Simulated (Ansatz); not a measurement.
MoRu: the change of energy above lowest point with volume scale

Results calculated with Ansatz 0.2.0, not measured. Free energy against uniform scaling of the volume at fixed shape and fractions; periodic cell, basis, potentials, k mesh and filling as listed.

The cell before it is scaled or strained (space group P-6m2, No. 187):
```
cell vectors (Å)
   2.7774     0.0000     0.0000
  -1.3887     2.4053     0.0000
   0.0000     0.0000     4.4637
atoms (fractions of the cell vectors)
Mo  0.66667  0.33333  0.00000
Ru  0.33333  0.66667  0.50000
```

Settings of every row: functional PBEsol; dispersion none; potentials all-electron LAPW; k mesh 12x12x7; k shift 0x0x0; occupations fermi dirac; smearing width 0.02 eV; spin none; basis error target 0.001 eV/atom; SCF threshold exponent -6.

Limits: coarse k mesh, up to 40 meV an atom off; the cell comes from a prototype or a list of computed structures and needn't be the stable phase.

```
row  volume scale  V (Å³/atom)  energy above lowest point (meV/atom)
  1          0.94       14.015                                   5.2
  2          0.96       14.313                                     0
  3          0.98       14.612                                   6.4
  4             1        14.91                                  23.3
  5          1.02       15.208                                  49.5
  6          1.04       15.506                                     ?
  7          1.06       15.804                                 125.8
```

Question: what energy above lowest point should row 6 give?

Worked fit of energy above lowest point. Take u = (V_r/V)^(2/3) − 1 with V_r = 14.761 Å³ an atom, which is twice the finite (Eulerian) strain; such expansions in the strain, on which the Birch-Murnaghan equation of state is built, carry the rest volume and the bulk modulus. The shown rows have u = 0.03518, 0.02076, 0.00679, -0.00667, -0.01969, -0.0445. Least squares give energy above lowest point = 13.65 − 1257.8 × u + 28688 × u² + 7069 × u³ meV/atom; a parabola predicts inner rows, each left out in turn, worse (root mean square 0.15 against 0.059 meV/atom). All shown rows lie on it to the printed digit. Its lowest point lies at u = 0.0217, or V = 14.29 Å³ an atom, and the curvature there gives the bulk modulus at fixed shape and fractions, B = (4/9)(1 + u)² E″(u)/V = 303 GPa. Letting shape and atoms relax would as a rule lower it, by much in layered, chain or molecular crystals. The withheld row has u = -0.03229, so the fit gives 13.65 − 1257.8 × (-0.03229) + 28688 × (-0.03229)² + 7069 × (-0.03229)³ = 83.9 meV/atom.

The calculation gave 83.9 meV/atom. The fit meets it to the printed digit.
